**Breaking one Ge–Si bond: is the error in the method or in the basis?**

A small chain of three germanium atoms and one silicon atom is split at its outer Ge–Si bond into two radicals. The energy needed is calculated at several levels, each compared with a best estimate of 3.21 eV. A negative error means that the bond comes out too weak. The rows marked CBS are extrapolated to a complete basis; the others use the small def2-SVP basis.

Bond energy of Ge3H10Si, split into relaxed GeH3 and SiH2GeH2GeH3 radicals, by HF, MP2, coupled cluster and AFQMC (Ansatz 0.2.0, Ansatz afq 1). The molecule uses RHF and the radicals UHF, with frozen cores, PBE0/def2-SVP geometries and no zero-point energy. The basis is def2-SVP; CBS rows are def2-TZVPP/QZVPP limits, where CCSD(T) takes its step beyond TZVPP from MP2.

```
         level  this level less the best estimate at the basis limit (meV)  statistical noise, one standard error (meV)
            HF                                                      -934.0                                        0.000
           MP2                                                      -188.0                                        0.000
          CCSD                                                      -269.0                                        0.000
       CCSD(T)                                                      -215.0                                        0.000
 ph-AFQMC/CISD                                                      -229.0                                       10.000
released AFQMC                                                      -230.0                                       14.000
        HF/CBS                                                      -965.0                                        0.000
       MP2/CBS                                                        45.0                                        0.000
   CCSD(T)/CBS                                                        16.0                                        0.000
```

**1. Why does Hartree–Fock (HF) make the bond so weak?**

It is short by about 1 eV, nearly a third of the bond energy, in either basis. The two bonding electrons share one orbital, and HF lets each feel only the average charge of the other. In reality they avoid each other, which lowers the energy of the molecule. After the break they sit on different radicals and have little left to avoid, so HF misses more in the molecule than in the fragments.

Two limiting cases help to fix the size. A bond with a single electron, as in H₂⁺, has no such error. In H₂, where the bond pair is all there is, HF falls short by roughly 1.1 eV (a recalled value). That sets the scale, but it doesn't carry over directly. The longer, more diffuse Ge–Si pair is expected to supply only part of the shortfall, and the change in its correlation with neighbouring pairs the rest.

**2. Released AFQMC is the reference method. Why is its error −230 meV?**

Its row was calculated in the small basis, whereas the best estimate belongs to the basis limit. The best estimate is CCSD(T) at that limit plus the small-basis step from CCSD(T) to released AFQMC. What remains in the released row is therefore the basis error of CCSD(T), by construction. It says nothing against AFQMC.

To see the error of a method alone, subtract this row from the others in the same basis. MP2 is then 42 meV too strong, CCSD 39 meV too weak and CCSD(T) 15 meV too strong. These differences carry a noise of about 14 meV, so the one for CCSD(T) may well be zero. For MP2 and CCSD(T), which also have a row at the limit, the small basis does several times more harm than the method.

**3. In the small basis MP2 beats CCSD(T). Is it the better method here?**

No. MP2 binds too strongly and the small basis binds too weakly, so the two errors partly cancel. At the basis limit this help is gone: MP2 is off by +45 meV and CCSD(T) by +16 meV. A ranking made in a small basis can reward the method whose fault happens to have the useful sign.

**4. Why does a better basis help MP2 but not HF?**

From def2-SVP to the limit the MP2 bond gains 233 meV, while the HF bond loses 31 meV. The basis gain therefore lies in the correlation. HF needs only the smooth shape of the orbitals, which a few functions describe fairly well. Two electrons avoiding each other at close range need many more functions, especially of high angular momentum.

For CCSD(T), the small basis finds about three quarters of what correlation adds to the bond. The slight weakening of the HF bond may come from basis superposition: in a small basis each fragment borrows functions from its partner, which makes the molecule look too stable. No calculation here tests that.

**5. Can the small-basis error be predicted?**

Yes for MP2, the only correlated method besides CCSD(T) that the table can test. Take its error at the limit and add a common basis shift, read from CCSD(T): −215 − 16 = −231 meV. For MP2 this gives 45 − 231 = −186 meV, against −188 meV in the table.

Nothing was fitted, and the small-basis MP2 row was not used to find the shift. The agreement is still partly built in, because the CCSD(T) limit itself takes its last basis step from MP2. For HF the same rule misses by 262 meV, as it should: a method without correlation has none to lose in a small basis. The printed analysis below also tries a fixed lost fraction of the correlation part, which does about as well for MP2.

**6. How good are the total energies behind these bond energies?**

Far worse than the bond energies. In the whole molecule, in the small basis, MP2 misses 2.7 eV of the correlation energy that CCSD(T) finds. Yet their bond energies in that basis differ by only 27 meV, a hundred times less. The fragments must therefore carry almost the same shortfall as the molecule.

One reason is that twelve of the thirteen valence pairs, such as those in the Ge–H bonds, survive the break. What a method misses in them largely drops out of the difference. That alone doesn't explain a factor of a hundred. Shared evenly, the shortfall is about 0.2 eV per pair. If the broken pair simply took its share away, the MP2 bond would be weaker than the CCSD(T) bond by about that much. Instead it is slightly stronger. The two electrons don't vanish, though: each stays on a radical and still correlates with the bonds around it, and MP2 on a UHF reference is expected to miss a somewhat larger share of the correlation in a radical than in the closed-shell molecule. That would offset what it misses within the broken pair, but no row here separates the two. Only about a twentieth of the molecule's CCSD(T) correlation energy shows up in the bond energy. A poor total energy is thus no proof of a poor bond energy, provided that molecule and fragments are treated alike.

**7. Which digits can be trusted?**

The hundreds of meV are safe, the tens only roughly right. The best estimate carries a statistical noise of 14 meV, and every CCSD(T) or MP2 error inherits it, even where the noise column shows zero. Because these rows share the same noise, it cancels when one is subtracted from another, as in the basis shifts above. The +16 meV of CCSD(T) at the limit is hardly more than one standard error, so it can't be told from zero. The +45 meV of MP2 is about three standard errors and probably real.

Phaseless AFQMC agrees with the released walk to 1 meV, but their noise is ten times larger, and the released walk branches off the phaseless run, so the two are not independent checks. The released walk was also accepted as the reference only after a test of agreement within 25 to 40 meV, so a large AFQMC error could not have appeared here. As for nature, the calculations freeze the 3d shell of germanium and leave out relativity and zero-point motion. The errors in the table are therefore no measure of the distance to an experiment.

**8. What does this mean for a calculated rate, and what should be improved first?**

As a measure of size only, suppose that a rate at 800 K were controlled by breaking this bond, and that the error in the bond energy passed fully into the barrier. The basis error of CCSD(T) would then make the rate about 30 times too fast, while the error of MP2 at the limit would make it about two times too slow.

For this bond, improving the basis matters far more than moving to a method beyond CCSD(T); what the frozen 3d shell of germanium would add is not tested here. If a costlier method is wanted, calculate its step from CCSD(T) in the small basis and add it to the CCSD(T) limit. That is how the best estimate was made, and it assumes that the step hardly changes with the basis.

Output of the analysis:

```
Bond energy by level:
             row  bond energy in eV  percent of best estimate
              HF              2.278                     70.92
             MP2              3.024                     94.15
            CCSD              2.943                     91.63
         CCSD(T)              2.997                     93.31
   ph-AFQMC/CISD              2.983                     92.87
  released AFQMC              2.982                     92.84
          HF/CBS              2.247                     69.96
         MP2/CBS              3.257                     101.4
     CCSD(T)/CBS              3.228                     100.5
HF less released AFQMC, both def2-SVP (meV): -704
MP2 less released AFQMC, both def2-SVP (meV): 42
CCSD less released AFQMC, both def2-SVP (meV): -39
CCSD(T) less released AFQMC, both def2-SVP (meV): 15
phaseless less released AFQMC, both def2-SVP (meV): 1
noise of that last difference if the two were independent (meV): 17.2
change of HF bond energy from def2-SVP to limit (meV): -31
change of MP2 bond energy from def2-SVP to limit (meV): 233
change of CCSD(T) bond energy from def2-SVP to limit (meV): 231
correlation part of bond energy, MP2 in def2-SVP (meV): 746
correlation part of bond energy, MP2 at limit (meV): 1010
correlation part of bond energy, CCSD(T) in def2-SVP (meV): 719
correlation part of bond energy, CCSD(T) at limit (meV): 981
share of the CCSD(T) correlation part found in def2-SVP (percent): 73.29
gain in bond energy from the triples (T), def2-SVP (meV): 54
common-shift model for MP2 in def2-SVP, prediction less table (meV): 2
common-shift model for HF in def2-SVP, prediction less table (meV): -262
fixed-fraction model for MP2 in def2-SVP, prediction less table (meV): -5.745
correlation energy of the whole molecule, CCSD(T) in def2-SVP (eV): 13.63
part of it that MP2 misses in the whole molecule (eV): 2.693
CCSD(T) correlation part of the bond as share of the molecule's correlation energy (percent): 5.274
CCSD(T) error at limit in units of the noise of the best estimate: 1.143
MP2 error at limit in units of the noise of the best estimate: 3.214
rate factor at 800 K for a barrier wrong by the CCSD(T) basis shift: 28.53
rate factor at 800 K for a barrier wrong by the MP2 error at limit: 1.921
```
